## Ne-like ions, 2p ionisation: which level of theory buys what

The naive guess is that errors scale with the quantity. The energy needed to pull a 2p electron from a ten-electron ion grows sixteenfold from Mg2+ to Fe16+, so a shortcut that costs 3 eV at magnesium ought to cost some 50 eV at iron, and a non-relativistic calculation ought to drift steadily away from the NIST values as the nuclear charge Z rises. The Hartree-Fock results below do neither.

Ne-like ions Mg2+ to Fe16+ (parent configuration [He] 2s2 2p6), computed with the B-spline radial atomic code 1 for a spherical atom at the radial basis limit: non-relativistic all-electron Hartree-Fock, configuration average, point nucleus. IE by ΔSCF is the difference of two self-consistent energies; NIST values run from ground level to ground level.

```tsv
species	Z	charge (e)	ion's configuration	IE by ΔSCF (eV)	−ε of the shell that loses the electron (eV)	−ε less IE by ΔSCF (eV)	NIST table (eV)	kind of table value	stated uncertainty (eV)
Mg2+	12	2	[He] 2s2 2p5	78.6503	81.802	3.152	80.1436	measured	0.0006
Al3+	13	3	[He] 2s2 2p5	118.574	121.695	3.122	119.9924	measured	0.0019
Si4+	14	4	[He] 2s2 2p5	165.417	168.518	3.101	166.767	measured	0.003
P5+	15	5	[He] 2s2 2p5	219.145	222.232	3.086	220.43	semi-empirical	0.005
S6+	16	6	[He] 2s2 2p5	279.739	282.814	3.075	280.954	measured	0.007
Cl7+	17	7	[He] 2s2 2p5	347.183	350.250	3.067	348.306	measured	0.007
Ar8+	18	8	[He] 2s2 2p5	421.468	424.527	3.060	422.6	semi-empirical	0.06
K9+	19	9	[He] 2s2 2p5	502.585	505.639	3.054	503.67	semi-empirical	0.07
Ca10+	20	10	[He] 2s2 2p5	590.530	593.579	3.049	591.6	semi-empirical	0.12
Sc11+	21	11	[He] 2s2 2p5	685.298	688.344	3.045	687.36	measured	0.12
Ti12+	22	12	[He] 2s2 2p5	786.886	789.928	3.042	787.67	measured	0.04
V13+	23	13	[He] 2s2 2p5	895.292	898.331	3.039	896	measured	0.4
Cr14+	24	14	[He] 2s2 2p5	1010.51	1013.55	3.036	1011.6	semi-empirical	0.5
Mn15+	25	15	[He] 2s2 2p5	1132.55	1135.58	3.034	1133.7	semi-empirical	0.6
Fe16+	26	16	[He] 2s2 2p5	1261.39	1264.42	3.032	1262.7	semi-empirical	0.7
```

IE by ΔSCF is the energy of the 2p5 ion less that of the 2p6 parent, each with its own self-consistent orbitals. −ε is the 2p orbital energy of the parent with its sign reversed, the Koopmans value. Three rows carry the argument: Mg2+, K9+ and Fe16+. In them −ε less IE by ΔSCF reads 3.152, 3.054 and 3.032 eV, and ΔSCF lies below the NIST table by 1.49, 1.08 and 1.31 eV. In all fifteen rows the NIST value falls between the two computed columns.

### Why the levels share almost all of the energy

As Z rises at a fixed number of electrons, the ion shrinks as 1/Z. Kinetic energy and attraction to the nucleus grow as Z², but the repulsion between two electrons grows only as their inverse distance, as Z. The ion therefore looks ever more like ten electrons in hydrogenic orbitals, with repulsion as a correction of relative size 1/Z. Perturbation theory in that correction gives, in hartree,

IE = Z²/8 − bZ + c + d/Z + …

The first term is the binding energy Z²/2n² of a hydrogenic n = 2 electron. The second is its first-order repulsion with the nine others. In terms of the direct and exchange Slater integrals F and G, it is 2[F⁰ − G¹/6] for the 1s pair, the same expression for the 2s pair, and 5[F⁰ − 2F²/25] for the other 2p electrons. Numerical integration over hydrogenic radial functions for Z = 1 gives b = 1.6365 hartree, or 44.531 eV, with nothing fitted. Only c and d were fitted, by unweighted linear least squares to the ΔSCF column of all fifteen rows, which gave c = 116.92 eV and d = 74.0 eV.

For K9+, one of the fitted rows, with 1/8 hartree = 3.4014 eV: the first term is 3.4014 × 19² = 1227.91 eV, the second is −44.531 × 19 = −846.09 eV, and the last two add 116.92 and 74.0/19 = 3.89 eV. The sum is 502.63 eV against the computed 502.585 eV. The root-mean-square misfit over the series is 0.06 eV and the worst row is Mg2+, 0.14 eV low. The misfits form a smooth arch, much larger than the rounding of the table, which is how omitted higher terms show themselves; c and d absorb part of those terms and are not clean expansion coefficients.

The agreement is no test of Hartree-Fock against nature, because Hartree-Fock contains the first two terms by construction. The expansion matters for another reason. The Z² and Z terms are fixed by hydrogenic orbitals alone, so −ε, ΔSCF and the exact non-relativistic energy all share them, and the levels can first differ at order Z⁰. One condition attaches to the exact energy: no second configuration of the n = 2 shell, degenerate at infinite Z, may mix in. The parent 2s2 2p6 fills the shell and has no partner, and the ion's only partner, 2s 2p6, has the opposite parity. On this argument the non-relativistic steps between levels tend to constants in eV, and their share of the IE falls roughly as 1/Z².

The cheapest level of all, a hydrogenic formula (Z − σ)²/8 with one screening constant σ, keeps too little of this. A least-squares fit to all rows gives σ = 6.81 and misses Mg2+ by +12.9 eV and Fe16+ by −9.0 eV. Expanding the square shows why: matching the Z term requires σ = 4b = 6.546, which fixes the constant term at 3.4014 × 6.546² = 146 eV where about 117 eV is wanted. The σ that reproduces each row slides from 7.19 at Mg2+ to 6.74 at Fe16+, still above its limit.

### From −ε to ΔSCF: relaxation

For a closed-shell parent, −ε is exactly the ionisation energy obtained when the nine remaining electrons keep the parent's orbitals. Once one electron is gone they feel less repulsion, draw inward and lower the ion's energy. By the variational principle the relaxed ion lies below the frozen one, so −ε less ΔSCF must be positive, and it is in every row. The column holds neither correlation nor relativity.

The contraction can be seen directly for P5+, where the same calculation gives the orbital sizes. The sum of ⟨r²⟩ over the parent's electrons is 2.3626 bohr², and one 2p electron accounts for 0.2847 bohr² of it, so the frozen ion would have 2.0779 bohr². The relaxed ion has 1.9231 bohr², 7.4 % less. That figure belongs to this row only.

The near-constancy has a short derivation. The missing electron changes the potential by δV, which scales as an inverse radius, as Z. The remaining orbitals i respond by mixing with empty orbitals a of the same angular momentum, and the energy gained is of the form Σ |⟨a|δV|i⟩|²/(ε_a − ε_i). The numerator goes as Z². The empty orbitals have n ≥ 3 or lie in the continuum, so the denominator also goes as Z². A tighter ion is pushed harder but is stiffer in the same proportion, and the ratio tends to a constant. The table bears this out: relaxation falls monotonically, but by only 0.120 eV over the series, and its share of the ΔSCF value drops from 4.0 % at Mg2+ to 0.61 % at K9+ and 0.24 % at Fe16+.

The form A + B/(Z − s), fitted by non-linear least squares to all rows, follows the column to within its rounding, with A = 3.00 eV. Polynomials in 1/Z with two and three terms fit worse and put the limit at 2.93 and 3.06 eV, so the limit is near 3.0 eV and no sharper than that, and B and s have no meaning of their own. A plausible reading of the rise at low charge is that the gaps to the empty orbitals, set by the strongly screened outer field, close faster than the matrix elements shrink. The reading implies slightly less relaxation beyond iron and distinctly more below magnesium. The atom is also held spherical, so the ion relaxes only radially; any distortion around a directed 2p hole is left out of this column and counts among the errors of ΔSCF.

### From ΔSCF to the NIST table: terms that add

The gap, meaning the NIST value less ΔSCF, is positive throughout. Correlation is the standard cause. Electrons avoid each other better than a mean field allows, the parent has nine more electron pairs than the ion, and so Hartree-Fock underbinds the parent by more and gives too low an IE. At Mg2+ the relativistic terms estimated below are of order 0.1 eV, which leaves most of the 1.49 eV gap to correlation. That is an inference by elimination, not a computed correlation energy.

The often-quoted cancellation in −ε follows, since neglected relaxation pushes it up and neglected correlation pushes it down. At Mg2+ the error of −ε is 81.802 − 80.144 = 1.66 eV, barely worse than ΔSCF. For −ε to be the closer, the gap has to exceed half the relaxation, and on average over the rows it is 0.40 of it. The cancellation is real but partial.

Configuration averaging does little harm here. A 2p5 shell has a single term, ²P, so no multiplet energy is lost, only fine structure. Spin-orbit coupling with constant ζ puts ²P3/2 at ζ/2 below the average and ²P1/2 at ζ above it, and the NIST values end on ²P3/2. The same calculations give ζ/2 = 1.03 eV for K10+ and 2.49 eV for V14+, the ions left by K9+ and V13+. The hydrogenic formula ζ = α²(Z − s)⁴/48 hartree, with α the fine-structure constant, reproduces both with nearly the same screening, s = 2.86 and 2.84. Their mean, carried outside that range, gives ζ/2 of about 0.11 eV in the Mg2+ row and 4.3 eV in the Fe16+ row. A value for the P5+ parent, 0.30 eV against 0.33 eV from the formula, is not like for like but supports the size.

This correction lowers the computed IE, which is already too low, so applied alone it worsens every row. The shortfall against NIST becomes 1.60 eV at Mg2+, 2.11 eV at K9+ and about 5.6 eV at Fe16+. A flat gap near 1 eV therefore does not mean that relativity is small at iron. It means that a term of about 4 eV is being offset by others of similar size and opposite sign.

Theory names the candidates. The mass-velocity term binds the departing 2p electron more strongly; for a bare nucleus it is (α²Z⁴/32)(4/3 − 3/4), which is 7/4 of ζ/2 = α²Z⁴/96, so even the p3/2 level moves down on balance. The s shells contribute through relaxation. A 2p electron has no density at the nucleus, yet the first-order Darwin energy, proportional to Z times that density, is larger for the ion than for the parent in all rows, by 0.13 eV for Mg, 0.83 eV for K and 2.47 eV for Fe, because the s orbitals tighten. That raises the IE, but the same tightening deepens the mass-velocity energy of the s electrons, which acts the other way and for hydrogenic s orbitals outweighs the Darwin term. The Darwin figures thus give a scale and not the net shift. If correlation stayed near its magnesium size, the remaining terms would have to supply about 4 eV at iron; the premise is argued from the Z expansion and not shown by these numbers.

An attempt to split the gap fails. A constant plus k·ζ/2, fitted by unweighted least squares to the six rows Mg2+ to Cl7+, whose references are good to better than 0.01 eV, gives 1.54 eV and k = −0.71. It misses those rows by up to 0.03 eV, several times their stated uncertainty. Outside the fit it predicts too small a gap in every row, by 0.69 eV at Ti12+ and by 2.85 eV at Fe16+, where it has the wrong sign. Over the six rows the gap falls by about 0.07 eV per unit of Z in fairly even steps, which is not the shape of a fourth power. A slow 1/Z drift of correlation together with relativistic terms of both signs could produce it, but how much each contributes is a guess.

### Rows where the reference sets the limit

Sc11+ has a gap of 2.06 eV, 1.13 eV above the mean of its neighbours and 9.5 times its stated uncertainty. Both computed columns and their difference pass smoothly through this row, so the irregularity sits in the tabulated value; why is not known from these data. It is the only row in which −ε is closer than ΔSCF (0.98 against 2.06 eV), and that should not be read as a physical effect.

From V13+ to Fe16+ the gap widens by 0.60 eV, against a combined stated uncertainty of 0.81 eV, and the references change from measured to semi-empirical at Cr14+. No cause can be assigned. It also means that the Fe16+ row, with ±0.7 eV, cannot judge any method at the level of a few tenths of an eV, whereas Mg2+, with ±0.0006 eV, can judge all of them.

### Choosing a level

For an accuracy of 1 % of the NIST value, as in an ordering of charge states or a rough ionisation threshold, one SCF run on the parent is enough from P5+ onward, where −ε passes in all twelve rows. ΔSCF adds only Si4+. At Mg2+ and Al3+ both fail, by 1.9 and 2.1 % for ΔSCF and −ε at Mg2+, and correlation is the first thing to add.

For 0.3 %, ΔSCF passes from Ar8+ onward, with Sc11+ just on the line, and −ε from Sc11+ onward. The second run roughly doubles the cost and lowers the root-mean-square error over all rows from 1.87 to 1.26 eV. Within this sequence it can be skipped: relaxation lies between 3.032 and 3.152 eV, so subtracting the midpoint, 3.09 eV, from −ε returns ΔSCF to within about 0.06 eV everywhere, far inside the error of ΔSCF itself.

For 1 eV in absolute terms, neither level is adequate. ΔSCF passes only at Ti12+ and V13+, and −ε only at the irregular Sc11+. Apart from scandium the gap lies between 0.71 and 1.49 eV, so adding 1.1 eV to ΔSCF lands within 0.4 eV of the tabulated value in fourteen rows. That shift is empirical, leans on references uncertain by up to 0.7 eV, and at the heavy end rests on a cancellation among relativistic terms that each grow steeply with Z, so it should not be carried beyond iron.

For 0.1 eV, no row passes at either level, and enlarging the basis cannot help since these results are at the radial limit. Even Mg2+ needs correlation and, with ζ/2 already near 0.1 eV, relativity as well. The estimated ζ/2 draws level with the gap at K9+ and exceeds it from Ca10+ onward, Sc11+ excepted, so from there a correlated but non-relativistic calculation leaves out single terms larger than the whole gap it is meant to close. Relativity should go in whole, as a Dirac-Hartree-Fock calculation or as the full set of first-order terms, never as spin-orbit coupling or the Darwin term alone. For an atom that is cheap, a small multiple of the non-relativistic cost, because each orbital gains a second radial component and 2p splits in two. Correlation is the expensive step, since it needs many excited configurations with higher angular momenta at both ends and converges slowly in them. Breit and QED terms also rise steeply with Z and need checking at the heavy end; recoil, at most of order the electron-to-nucleus mass ratio times the IE, is no more than about 0.01 eV at iron.

The bracket of NIST between ΔSCF and −ε holds for this ionisation step, where the gap is positive and smaller than the relaxation; it is no general property of the two levels. For the next step, 2p5 → 2p4, the same calculations put ΔSCF above the tabulated value in every row, by 0.73 eV for Mg, 2.60 eV for V and 2.43 eV for Fe. The standard reason is that 2p4 has three terms and its ground term ³P lies below the configuration average by a multiple of F², which grows as Z. There the first repair is to compute the term. Added to the configuration-average value as it stands, the upward shift of 1.1 eV would move the result the wrong way.
